\textbf{Question.} I am modelling thermally activated reversal of a very small permalloy element. A string calculation gives two paths between ``up'' and ``down'', one close to coherent rotation and one through a curling state, with barriers a few $k_BT$ apart. Transition path theory (TPT) is said to tell how the reversal events are shared between them. Papers quote $\rho q(1-q)$, $J=\rho D\nabla q$ and $\nu=\int\rho\,\nabla q\cdot D\nabla q$ without proof. Where do these come from, why is the rate $\nu$ divided by $\int\rho(1-q)$, and may I use this for Landau--Lifshitz--Gilbert (LLG) dynamics?

\textbf{Answer.} The formulas follow from the Markov property, ergodicity and detailed balance. The framework is due to E and Vanden-Eijnden (2006). I derive it first, then show what survives precession, then work a model of your problem.

\section*{1. Premises}

The state $x\in\mathbb R^n$ follows the It\^o equation
\begin{equation}
dX_t=\left[-\beta D\nabla E+\nabla\cdot D\right]dt+\sqrt{2}\,D^{1/2}dW_t ,\qquad \beta=1/k_BT, \tag{1}
\end{equation}
with $D(x)$ smooth, symmetric and positive definite, $(\nabla\cdot D)_i=\partial_jD_{ij}$, and $E$ confining. On a curved space $\nabla$ is covariant and $dx$ is the Riemannian volume. With $\rho=e^{-\beta E}/Z$ the generator of (1) is
\begin{equation}
Lf=D_{ij}\partial_i\partial_jf+\left(\partial_jD_{ij}-\beta D_{ij}\partial_jE\right)\partial_if=\frac1\rho\nabla\cdot(\rho D\nabla f), \tag{2}
\end{equation}
since $\nabla\rho=-\beta\rho\nabla E$. Integration by parts gives
\begin{equation}
\int\rho\,u\,Lv\,dx=-\mathcal E(u,v),\qquad \mathcal E(u,v)=\int\rho\,\Gamma(u,v)\,dx,\qquad \Gamma(u,v)=\nabla u\cdot D\nabla v. \tag{3}
\end{equation}
Setting $u=1$ shows that $\rho$ is stationary. The symmetry of $\mathcal E$ makes $e^{sL}$ self-adjoint with weight $\rho$, which is detailed balance: the stationary process has the same law forwards and backwards in time. For the stationary process (3) also gives
\begin{equation}
\mathbb E\left[u(X_0)v(X_s)\right]=\int\rho\,uv\,dx-s\,\mathcal E(u,v)+o(s). \tag{4}
\end{equation}
The process is ergodic, so time averages along one infinite trajectory equal stationary expectations. $A$ and $B$ are disjoint closed sets with smooth boundaries and $\Omega$ is the complement of $A\cup B$. A time $t$ is \emph{reactive} if $X_t\in\Omega$, the last of the two sets visited was $A$, and the next one will be $B$.

\section*{2. Committors}

Let $q$ solve
\begin{equation}
Lq=0\ \text{in }\Omega,\qquad q=0\ \text{on }A,\qquad q=1\ \text{on }B. \tag{5}
\end{equation}
Start at $x$ and let $\tau$ be the first time $A\cup B$ is hit. By It\^o's formula $dq(X_t)=Lq\,dt+\text{(martingale increment)}$, so $q(X_{t\wedge\tau})$ is a bounded martingale and $q(x)=\mathbb E_x\,q(X_\tau)=P_x(X_\tau\in B)$. Thus $q$ is the forward committor, the probability of reaching $B$ before $A$.

The backward committor $p(x)$ is the probability that a stationary trajectory found at $x$ came last from $A$. It is the probability that the time-reversed process hits $A$ first. By detailed balance the reversed process has the law of the original one, and one of the two sets is hit with certainty, so
\begin{equation}
p=1-q. \tag{6}
\end{equation}

\section*{3. Reactive density}

Given $X_t=x$, past and future of a Markov process are independent. The event ``came from $A$'' belongs to the past and ``goes to $B$'' to the future, so the density of being at $x$ and reactive is
\begin{equation}
\rho_R=\rho\,p\,q=\rho\,q(1-q). \tag{7}
\end{equation}
It is not normalised: $P_R=\int\rho_R\,dx$ is the fraction of time spent on $A\to B$ reactive segments. It is often largest on the slopes of the wells or in dead ends, so it does not identify channels. That needs the current.

\section*{4. Reactive current}

Diffusion paths have no velocity, so the current is defined through line integrals. For smooth $f$ and smooth $g$ with compact support in $\Omega$, define $J$ by the mean rate at which $\int g\,df$, discretised symmetrically in time, accumulates along reactive segments:
\begin{equation}
\int g\,J\cdot\nabla f\,dx=\lim_{s\to0}\frac1s\,\mathbb E\left[\tfrac12(g_0+g_s)(f_s-f_0)\,p_0\,q_s\right], \tag{8}
\end{equation}
where the subscripts denote evaluation at $X_0$ and $X_s$. The weight $p_0q_s$ is the probability that the piece $[0,s]$ came from $A$ and goes on to $B$. A visit to $A\cup B$ within the piece, one end of which lies in the support of $g$, has probability $o(s)$. Choosing $f=x_i$ and $g$ arbitrary fixes every component of $J$, not only its divergence.

Expand the product into four terms and apply (4) to each. The terms of order $s^0$ cancel, and the right side of (8) is
\begin{equation}
-\tfrac12\left[\mathcal E(gp,fq)-\mathcal E(gfp,q)+\mathcal E(p,gfq)-\mathcal E(fp,gq)\right]. \tag{9}
\end{equation}
The product rule gives
\begin{align*}
\Gamma(gp,fq)&=gf\,\Gamma(p,q)+gq\,\Gamma(p,f)+fp\,\Gamma(g,q)+pq\,\Gamma(g,f),\\
\Gamma(gfp,q)&=gf\,\Gamma(p,q)+gp\,\Gamma(f,q)+fp\,\Gamma(g,q),\\
\Gamma(p,gfq)&=gf\,\Gamma(p,q)+gq\,\Gamma(p,f)+fq\,\Gamma(p,g),\\
\Gamma(fp,gq)&=gf\,\Gamma(p,q)+fq\,\Gamma(p,g)+gp\,\Gamma(f,q)+pq\,\Gamma(f,g).
\end{align*}
In the alternating sum everything cancels except $2gq\,\Gamma(p,f)-2gp\,\Gamma(q,f)$. Hence (9) equals $\int g\,\rho\,[p\,\Gamma(q,f)-q\,\Gamma(p,f)]\,dx$, and with (6)
\begin{equation}
J=\rho D\,(p\nabla q-q\nabla p)=\rho D\left[(1-q)+q\right]\nabla q=\rho D\nabla q. \tag{10}
\end{equation}
The total equilibrium current vanishes: the $B\to A$ segments carry $-J$ and the non-reactive ones carry none. From (2) and (5),
\begin{equation}
\nabla\cdot J=\rho\,Lq=0\quad\text{in }\Omega. \tag{11}
\end{equation}
Reactive segments begin on $\partial A$, end on $\partial B$ and are neither created nor lost in between. A bundle of streamlines of $J$ therefore carries a fixed flux, and this flux is what is meant by the weight of a channel.

\section*{5. Reaction frequency}

Let $\nu=\lim N_T/T$, with $N_T$ the number of $A\to B$ reactive segments in time $T$. Take $f=0$ near $A$, $f=1$ near $B$, and $g=1$ where $\nabla f\neq0$. The increments of $f$ along one reactive segment telescope to exactly 1, however often it recrosses, so (8) gives $\nu=\int_\Omega J\cdot\nabla f\,dx$. The difference $f-q$ vanishes on $\partial A$ and $\partial B$, so by (11) $\int_\Omega J\cdot\nabla(f-q)\,dx=\int_\Omega\nabla\cdot[(f-q)J]\,dx=0$, the surface at infinity dropping out with $\rho$. Therefore
\begin{equation}
\nu=\int_\Omega\rho\,\nabla q\cdot D\nabla q\,dx=\int_S J\cdot n\,dS. \tag{12}
\end{equation}
The second form follows by letting $f$ sharpen to a step across any surface $S$ that separates $A$ from $B$, with $n$ pointing towards $B$. The mean duration of a reactive segment is $P_R/\nu$.

\section*{6. Rate constants}

Label each instant by the set visited last. The fraction of time with label $A$ is the stationary mean of $p$ over the whole space, $A$ and $B$ included:
\begin{equation}
\rho_A=\int\rho\,(1-q)\,dx,\qquad \rho_B=\int\rho\,q\,dx=1-\rho_A. \tag{13}
\end{equation}
The label changes from $A$ to $B$ once per reactive segment, so in a long time $T$ there are $\nu T$ spells of label $A$ with total length $\rho_AT$. The number of changes per unit time spent with label $A$ is
\begin{equation}
k_{AB}=\frac{\nu}{\rho_A},\qquad k_{BA}=\frac{\nu}{\rho_B}. \tag{14}
\end{equation}
The same $\nu$ appears twice because the labels alternate. $1/k_{AB}$ is exactly the mean time from an entry into $A$ that follows a visit to $B$ until the next arrival in $B$. Dividing by $\int_A\rho\,dx$ instead would be wrong: a small core set $A$ holds little weight, while the excursions that leave it and return still belong to the waiting time.

The link to correlation functions is the slowest relaxation rate $\lambda_1$, the smallest non-zero eigenvalue of $-L$, which governs the long-time decay of the population autocorrelation. Use $q-\rho_B$ in the Rayleigh quotient. Its variance is $\int\rho q^2dx-\rho_B^2=\rho_B-P_R-\rho_B^2=\rho_A\rho_B-P_R$, so
\begin{equation}
\lambda_1\le\frac{\nu}{\rho_A\rho_B-P_R},\qquad \frac{\nu}{\rho_A\rho_B}=k_{AB}+k_{BA}. \tag{15}
\end{equation}
When $\lambda_1$ is far below the relaxation rates inside the wells, the slow eigenfunction obeys $L\psi\approx0$ between the wells and is nearly constant in them. It is then close to $q-\rho_B$, $P_R$ is small, and $\lambda_1\approx k_{AB}+k_{BA}$.

\section*{7. Variational principle and the saddle formula}

For any $f=q+\eta$ with $\eta=0$ on $A\cup B$, the cross term $\int J\cdot\nabla\eta\,dx$ vanishes as in section 5, so
\begin{equation}
\mathcal E(f,f)=\nu+\mathcal E(\eta,\eta)\ge\nu. \tag{16}
\end{equation}
An approximate committor overestimates $\nu$, and only at second order. In one dimension with constant $D$, $A=(-\infty,x_A]$ and $B=[x_B,\infty)$, (11) makes $J$ constant, and $\int q'dx=1$ gives
\begin{equation}
\nu=\frac DZ\left[\int_{x_A}^{x_B}e^{\beta E}dx\right]^{-1}. \tag{17}
\end{equation}
Near a saddle with isotropic $D=D_0$ and $\beta E=\epsilon_s-\kappa u^2+\sum_i\sigma_iv_i^2$, equation (5) for $q(u)$ reads $q''+2\kappa uq'=0$, so $q=\frac12[1+\operatorname{erf}(\sqrt\kappa\,u)]$. The flux (12) through $u=0$ is
\begin{equation}
\nu_s=\frac{D_0}{Z}\,e^{-\epsilon_s}\sqrt{\frac\kappa\pi}\ \prod_i\sqrt{\frac{\pi}{\sigma_i}}, \tag{18}
\end{equation}
where a flat direction contributes its length in place of $\sqrt{\pi/\sigma_i}$.

\section*{8. What precession changes}

Stochastic LLG dynamics has the form (1) plus a precessional drift $j/\rho$ that conserves energy and phase volume, so $\nabla\cdot j=0$, $\rho$ stays stationary and $L=\rho^{-1}[\nabla\cdot(\rho D\nabla)+j\cdot\nabla]$. The reversed process precesses the other way, so (6) fails and $p$ must be found from the equation with $-j$. Equation (4) gains the term $s\int u\,j\cdot\nabla v\,dx$, the four terms of (9) gain $\int g\,pq\,j\cdot\nabla f\,dx$ in total, and $J=pq\,j+\rho D(p\nabla q-q\nabla p)$, which the equations for $p$ and $q$ again make divergence-free. On $\partial A$, where $p=1$ and $q=0$, $J$ equals the field $K=\rho D\nabla q+qj$, for which $\nabla\cdot K=\rho Lq=0$. The flux of $K$ out of $A$ equals its flux into $B$, which is $\int_\Omega K\cdot\nabla q\,dx$, so
\begin{equation}
\nu=\mathcal E(q,q)+\tfrac12\int_\Omega\nabla\cdot(q^2j)\,dx=\mathcal E(q,q), \tag{19}
\end{equation}
because $j$ has no net flux through the closed surface $\partial B$. The volume formula in (12) survives with the committor of the full dynamics. That committor is an admissible trial function in (16), so precession can only raise $\nu$ above the reversible value computed with the same $\rho$ and $D$ on the same state space.

\section*{9. Range of validity}

Equations (5)--(14) are exact for the dynamics (1), at any barrier height and for any $A$ and $B$. They need Markovian coordinates, a stationary ergodic state and non-degenerate noise. Equations (6), (7) in its second form, (10) and (13) need detailed balance. Reading $k_{AB}$ as the rate of an exponential decay that is insensitive to the choice of sets needs the separation of time scales stated under (15). Equation (18) needs barriers and ridges of many $k_BT$ and has relative corrections of order $1/\epsilon_s$ and $1/\sigma_i$. Projecting a field theory on a few amplitudes is a further approximation, outside TPT.

\section*{10. Illustration: a short permalloy nanotube}

I take a hollow element, because curling then needs no vortex core: radii $R_1=9$ nm and $R_2=11$ nm (mean $R=10$ nm, wall $t=2$ nm), length $L_z=12$ nm, $T=300$ K. The geometry is illustrative. Typical inputs are $M_s=8.0\times10^5$ A/m, exchange stiffness $A_{\rm ex}=13$ pJ/m, damping $\alpha=0.01$ and $\gamma=1.76\times10^{11}$ rad\,s$^{-1}$T$^{-1}$. Then $K_d=\mu_0M_s^2/2=4.02\times10^5$ J/m$^3$, $\ell^2=A_{\rm ex}/K_d=32.3$ nm$^2$ ($\ell=5.69$ nm), $V=1508$ nm$^3$ and $\beta K_dV=146.4$.

\emph{Axial state.} Its energy $N_zK_dV$ comes from the charges $\pm M_s$ on the two end faces: $N_z=(I_{\rm self}-I_{\rm cross})/2\pi V$ with $I=\iint dA\,dA'/|r-r'|$. For a thin wall, a ring gives $\oint dl/|r-r'|=2\ln(8R/d)$ at small distance $d$, the mean of $\ln d$ across the wall is $\ln t-\frac32$, and the far ring gives a complete elliptic integral $\mathsf K(m)=\int_0^{\pi/2}(1-m\sin^2\xi)^{-1/2}d\xi$:
\begin{equation}
N_z=\frac{t}{2\pi L_z}\left[2\ln\frac{8R}{t}+3-\frac{4R\,\mathsf K(m)}{\sqrt{4R^2+L_z^2}}\right],\qquad m=\frac{4R^2}{4R^2+L_z^2}. \tag{20}
\end{equation}
Here $m=0.735$, $\mathsf K=2.131$ and $N_z=0.178$.

\emph{Curling saddle.} The state $\mathbf m=\pm\hat\phi$ has no magnetic charge and $|\nabla\mathbf m|^2=1/r^2$, so its energy is $2\pi L_zA_{\rm ex}\ln(R_2/R_1)=47.5\,k_BT$. Subtracting $N_z\beta K_dV=26.1$ gives the barrier $b=21.4$.

\emph{Coherent saddle.} A rigid transverse state has $N_x=(1-N_z)/2$ and lies $(N_x-N_z)\beta K_dV=34.1$ above the axial state. It is not stationary. In a thin wall the transverse stray-field energy density is approximately $K_rm_r^2$ with $K_r=(1-N_z)K_d=0.822\,K_d$. An in-plane tilt $s\sin2\phi$ changes the mean energy density by $2A_{\rm ex}s^2/R^2+K_rs/2$ to second order, with minimum at $|s|=K_rR^2/8A_{\rm ex}=0.32$ rad and gain $K_r^2R^2/32A_{\rm ex}$, or $9.6\,k_BT$ for the element. I take $a=34.1-9.6=24.5$.

\emph{Model.} Write $\mathbf m\approx z\,\hat z+x_1\hat x+x_2\hat y+y\,\hat\phi$. The four fields are orthonormal in the volume average, so the amplitudes lie on the unit sphere $S^3$ when $|\mathbf m|=1$ is imposed on average. The dissipative part of LLG projects to isotropic diffusion with
\begin{equation}
D_0=\frac{\alpha\gamma k_BT}{(1+\alpha^2)M_sV}=6.04\times10^6\ \text{s}^{-1}. \tag{21}
\end{equation}
With $z=\cos\theta$, $y=\sin\theta\sin\chi$, $x_1+ix_2=\sin\theta\cos\chi\,e^{i\psi}$ and volume element $\sin^2\theta\cos\chi\,d\theta\,d\chi\,d\psi$, $|\chi|\le\pi/2$, take
\begin{equation}
\epsilon=\beta E=\sin^2\theta\,(a\cos^2\chi+b\sin^2\chi)+w\sin^4\theta\cos^2\chi\sin^2\chi. \tag{22}
\end{equation}
The term in $w$ stands for the cost of mixing in-plane textures of winding number 0 and 1. The value $w=40$ is assumed; it puts the equator at $\chi=\pi/4$ at $(a+b)/2+w/4=33$. $A$ and $B$ are caps around $\theta=0$ and $\pi$. The symmetry $z\to-z$ gives $q=\frac12$ on the equator and $\rho_A=\frac12$.

With $u=\theta-\pi/2$, the coherent saddles form a ring of length $2\pi$ at $\chi=0$, where $\epsilon\approx a-au^2+(w+b-a)\chi^2$. The two curling saddles, one per chirality, have $\epsilon\approx b-bu^2+(w+a-b)(x_1^2+x_2^2)$. The stiffnesses are $36.9$ and $43.1$. Each well has $\epsilon\approx a(x_1^2+x_2^2)+by^2$, so $Z\rho_A=(\pi/a)\sqrt{\pi/b}$. Equations (14) and (18) give
\begin{align}
k_{\rm coh}&=D_0e^{-a}\sqrt{\frac a\pi}\;2\pi\sqrt{\frac{\pi}{w+b-a}}\;\frac{a\sqrt b}{\pi^{3/2}}=2D_0\,a^{3/2}\sqrt{\frac{b}{\pi(w+b-a)}}\;e^{-a}, \tag{23}\\
k_{\rm curl}&=2D_0e^{-b}\sqrt{\frac b\pi}\;\frac{\pi}{w+a-b}\;\frac{a\sqrt b}{\pi^{3/2}}=\frac{2D_0\,ab}{\pi(w+a-b)}\;e^{-b}. \tag{24}
\end{align}
For $b\to\infty$ (23) becomes $2D_0a^{3/2}e^{-a}/\sqrt\pi$, Brown's (1963) high-barrier rate for a uniaxial macrospin.

The sum is bracketed. From above, the two error-function profiles, joined across the ridge where $\rho$ is negligible, form a trial function in (16) whose leading term is (23) plus (24). From below, $\Gamma(q,q)\ge D_0(\partial_\theta q)^2$, and along each meridian the Cauchy--Schwarz inequality gives $1=(\int\partial_\theta q\,d\theta)^2\le\int\omega(\partial_\theta q)^2d\theta\int\omega^{-1}d\theta$ with $\omega=e^{-\epsilon}\sin^2\theta$, so
\begin{equation}
\nu\ge\frac{2\pi D_0}{Z}\int_{-\pi/2}^{\pi/2}d\chi\,\cos\chi\left[\int d\theta\,\frac{e^{\epsilon}}{\sin^2\theta}\right]^{-1}, \tag{25}
\end{equation}
with $\theta$ running between the caps. Laplace's method applied to (25) yields the same leading term. The next corrections are a few per cent each, so two figures are kept.

The prefactors are $6.3\times10^8$ and $4.7\times10^7$ s$^{-1}$, which gives $k_{\rm coh}=0.014$ s$^{-1}$, $k_{\rm curl}=0.024$ s$^{-1}$, $k_{AB}=0.038$ s$^{-1}$, $\nu=0.019$ s$^{-1}$ and a mean residence time of 26 s. Curling carries 62\% of the reactive current. The barriers alone, $e^{a-b}=22$, would suggest 96\%; the continuous ring of coherent saddles has a prefactor 13 times larger and recovers most of the difference. Doubling $w$ moves the share only to 55\%.

These numbers are the model's, and three neglected effects rival the split. First, the $9.6\,k_BT$ relaxation is a second-order estimate three times larger than $a-b$; each $k_BT$ of change in $a-b$ moves the ratio of rates by a factor $e$, and the model assumes, without a full micromagnetic Hessian, that the relaxed state has a single unstable mode. Second, an $M_s$ lower by 10\% at fixed $A_{\rm ex}$, plausible in a 2 nm wall, raises $b$ by $5.0$. Third, precession. For a rigid, axially symmetric coherent mode it runs along $\psi$, where $q$ is constant, and changes nothing. At the curling saddle it couples $u$ to the radial tilt $v$, absent from (22), with $\epsilon\approx b-bu^2+c_rv^2$ and $c_r=\beta K_rV=120$. The linearised equations $\dot u=2D_0(bu-c_rv/\alpha)$ and $\dot v=-2D_0(c_rv+bu/\alpha)$ have a growth rate $2D_0\Lambda$ with $(\Lambda-b)(\Lambda+c_r)=bc_r/\alpha^2$. For small $\alpha$, $\Lambda/b\approx\sqrt{c_r/b}/\alpha=2.4\times10^2$. In Langer's (1969) saddle theory the prefactor is proportional to this growth rate; at $\alpha=0.01$ slow energy exchange with the bath removes part of the gain. The direction agrees with (19): the reversible treatment underestimates the curling rate, here by up to two orders of magnitude, and is quantitative for that channel only when $\alpha\gg1$. Attempt frequencies of small permalloy elements are typically of order $10^9$--$10^{10}$ s$^{-1}$, so the model's coherent prefactor lies at or up to an order of magnitude below that range and its curling prefactor one to two orders below it.